Q: I have five energies for platinum at different volumes, with a gap where it is moderately squeezed. Can I just put a parabola through them and read off the other two?

Fcc platinum at a series of fixed volumes, computed with FLEUR MaX-R8.1 (later development tree) using all-electron FLAPW and the PBE functional, without spin polarisation or spin–orbit coupling. The runs use a 12×12×12 k mesh, a basis cutoff kmax of 3.8 bohr⁻¹ and Fermi–Dirac smearing of 0.05 eV. Energies are counted from the minimum of the fitted energy–volume curve.

| volume (Å³/atom) | energy (meV/atom) |
| --- | --- |
| 14.18 | 131.44 |
| 14.48 | 79.72 |
| 14.78 | ? |
| 15.08 | ? |
| 15.38 | 3.56 |
| 15.68 | 0.02 |
| 15.98 | 5.81 |

A: First test whether they lie on a parabola. The energy is counted per atom from the bottom of the curve, which the five known rows put at 15.64 Å³ per atom. On a parabola, the energy divided by the square of the distance from that bottom would be the same in every row. For the most squeezed row, 14.18, it is 131.44/1.46², or about 62 meV/Å⁶. For the most stretched row, 15.98, it is 5.81/0.34², or about 50. Leave out 15.68: it lies so close to the bottom that rounding spoils the ratio.

Q: So a given change of volume costs more on the squeezed side. Why?

A: At the bottom, two tendencies balance. Bringing the atoms closer strengthens the bonding through platinum's d electrons, but it also confines the electrons and pushes filled shells into each other. The cost of confinement and overlap steepens faster than the gain in bonding, so each equal step of compression adds more pressure than the step before. On a parabola, every step would add the same. That is the standard picture of a metal; total energies alone show the stiffening but not its parts.

Q: How do I turn that into a curve?

A: Start from the bulk modulus B, the pressure needed per fractional loss of volume. Let it grow with pressure P as B = B₀ + B′P, where B₀ is its value at the bottom of the curve and B′ is its slope. If x is the fraction of the equilibrium volume V₀ that has been squeezed out, adding up the work of compression gives, for small x,

E ≈ ½ B₀V₀x² [1 + (B′ + 1)x/3]

The bracket holds the stiffening. A parabola in volume sets it to 1, which means B′ = −1: a metal that gets softer under pressure.

Q: And for the actual forecast?

A: I use the third-order Birch–Murnaghan curve, which carries the same idea to larger compression. It is a cubic polynomial in V^(−2/3), where V is the volume per atom. This variable is proportional to the inverse square of the distance between atoms, so it climbs ever faster as they approach. I fitted its four constants to the five known rows by least squares, with the volumes taken as exact 2 % steps around 15.08. The fit gives B₀ = 255.8 GPa and B′ of about 4.5.

Q: Can I check one point by hand?

A: Take 15.08. The squeezed fraction is x = (15.64 − 15.08)/15.64 = 0.036. Since 160.2 GPa is 1 eV/Å³, B₀ is 1.6 eV/Å³, and the parabolic part ½B₀V₀x² comes to about 16 meV. The bracket is 1 + 5.5 × 0.036/3, or about 1.07, which lifts the result to about 17 meV. This row was not in the fit, but B₀, V₀ and B′ come from its neighbours, so the estimate checks the reasoning and is no second forecast.

Q: Then commit yourself.

A: Both energies lie between their known neighbours, and the drop from 14.48 to 14.78 is larger than the drop from 14.78 to 15.08. The curve's own values are my forecasts:

- at 14.78: 42.1 ± 0.5 meV
- at 15.08: 17.2 ± 0.5 meV

The ranges are a judgement. They allow for slight numerical unevenness in the energies and for the choice of strain curve. Four constants on five rows leave too little over for a statistical error.

Q: What would my parabola say?

A: Fitted to the same five rows, it gives 44.1 and 17.9 meV, and I expect both to be too high. A parabola has a single curvature, so it must settle for an average: too weak for the squeezed end and too strong for the stretched one. To stay near all five points it runs below the strain curve at 14.18 and crosses above it before 14.48. It then stays above it through the gap.

Q: Let me see the computed values.

The withheld rows as computed:

| volume (Å³/atom) | energy (meV/atom) |
| --- | --- |
| 14.78 | 41.81 |
| 15.08 | 17.11 |

A: Both fall inside their ranges, and the two drops are in the expected order. At 15.08 the forecast is off by less than 0.1 meV. At 14.78 it is 0.3 meV too high, which is under 1 % of the energy there. That miss looks like numerical unevenness in the computed energies, most likely at 14.78 itself. The same curve passes within 0.1 meV of the other six points, though five of those were used to fit it. The energies also show it without any fit. The volume steps are equal, so take the differences of the differences: going up in volume they fall by 0.6, 2.1, 1.1 and 0.7 meV, where a smooth curve would change gradually. A small fall followed by a large one is what a low value at 14.78 produces. Whether the k mesh or the basis is the source, these runs do not show.

Q: And the parabola is too high in both.

A: By 2.3 meV at 14.78 and 0.8 meV at 15.08, or 5 to 6 % of the computed energy. That sounds harmless, but the damage is greater once you ask for stiffness. Along the five-row strain curve, the bulk modulus rises from 256 GPa at the bottom to about 390 GPa at 14.18, where the pressure is some 31 GPa. A parabola would have it fall on the way there.

Q: Would the full set of energies have changed the bulk modulus and its slope much?

A: Hardly for the bulk modulus: the fit to the whole curve gives 254.3 GPa, within 1 % of the five-row value. I kept that number out of the forecast. The slope B′ moves more, from about 4.5 to 4.8. It depends on how the curvature changes along the curve, so a few tenths of a meV in one row can move it. The row at 15.08 already sits on the five-row curve, so the shift should come almost wholly from the uneven row at 14.78, and I would not read meaning into that difference.

Q: My strain curve puts 15.08 under about 10 GPa. Yet a platinum part at room pressure has roughly that volume.

A: That pressure belongs to the calculation, not to the part. The PBE functional is known to make platinum too large, so its curve bottoms out at 15.64 and treats the real volume as compressed. The lattice here is static, so thermal expansion cannot be the reason. Spin–orbit coupling is left out, but it is known to shift platinum's volume only slightly. To compare the curve with a real part, count each compression from its own volume at zero pressure: the calculated minimum for the curve, the measured volume for the part. Even then, expect the curve to be somewhat too soft: PBE's too-large volume for platinum is known to come with a bulk modulus below the measured one.

Q: And if I had another metal to judge?

A: For the same small squeezed fraction, the cost per atom is set mainly by the product B₀V₀: halve it and the energy roughly halves. The slope B′ then tells you how far the squeezed side rises above a parabola drawn with the curvature at the minimum. For most metals it is roughly 3 to 6, far from the parabola's −1, so expect the same lopsided valley.
